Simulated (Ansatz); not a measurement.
MnHg: the change of pressure with volume scale

Results calculated with Ansatz 0.2.0, not measured. Free energy against uniform scaling of the volume at fixed shape and fractions; periodic cell, basis, potentials, k mesh and filling as listed.

The cell before it is scaled or strained (space group Pm-3m, No. 221):
```
MnHg
1.0
      3.3260     0.0000     0.0000
      0.0000     3.3260     0.0000
      0.0000     0.0000     3.3260
Mn Hg
1 1
Direct
  0.50000 0.50000 0.50000
  0.00000 0.00000 0.00000
```

Settings of every row: functional r2SCAN; dispersion none; accuracy low; potentials PAW; wave cutoff 380 eV; density cutoff 1520 eV; k mesh 9x9x9; k shift 0x0x0; occupations fermi dirac; smearing width 0.1 eV; spin collinear.

Limits: coarse k mesh, up to 40 meV an atom off; cutoff under the advised one; loose SCF threshold; state may not be the lowest; no spin-orbit coupling, which can matter with elements this heavy; with one magnetic atom in the cell only parallel moments are possible.

```
row  volume scale  V (Å³/atom)  pressure (GPa)  energy above lowest point (meV/atom)
  1        0.9406       17.304            6.48                                  22.3
  2        0.9703        17.85             3.2                                   5.9
  3             1       18.397               ?                                     ?
  4        1.0297       18.943           -1.95                                   2.8
  5        1.0594       19.489           -3.87                                  12.8
```

Question: what pressure should row 3 give?

Worked fit of pressure. Take u = (V_r/V)^(2/3) − 1 with V_r = 18.397 Å³ an atom, which is twice the finite (Eulerian) strain; such expansions in the strain, on which the Birch-Murnaghan equation of state is built, carry the rest volume and the bulk modulus. The shown rows have u = 0.04168, 0.02033, -0.01931, -0.03771. Least squares give pressure = 0.398 + 128.89 × u + 411.9 × u² GPa; a straight line predicts inner rows, each left out in turn, worse (root mean square 0.38 against 0.031 GPa). The rows lie off it by -0.01, 0.01, -0.01, 0.01. The withheld row has u = 0, so the fit gives 0.398 + 128.89 × (0) + 411.9 × (0)² = 0.40 GPa.

The calculation gave 0.38 GPa. The fit lies 0.02 GPa (5.3 % of the value, 0.19 % of the column's range) above it; its largest miss of a shown row is 0.01 GPa.

The other values of row 3: energy above lowest point 0 meV/atom.
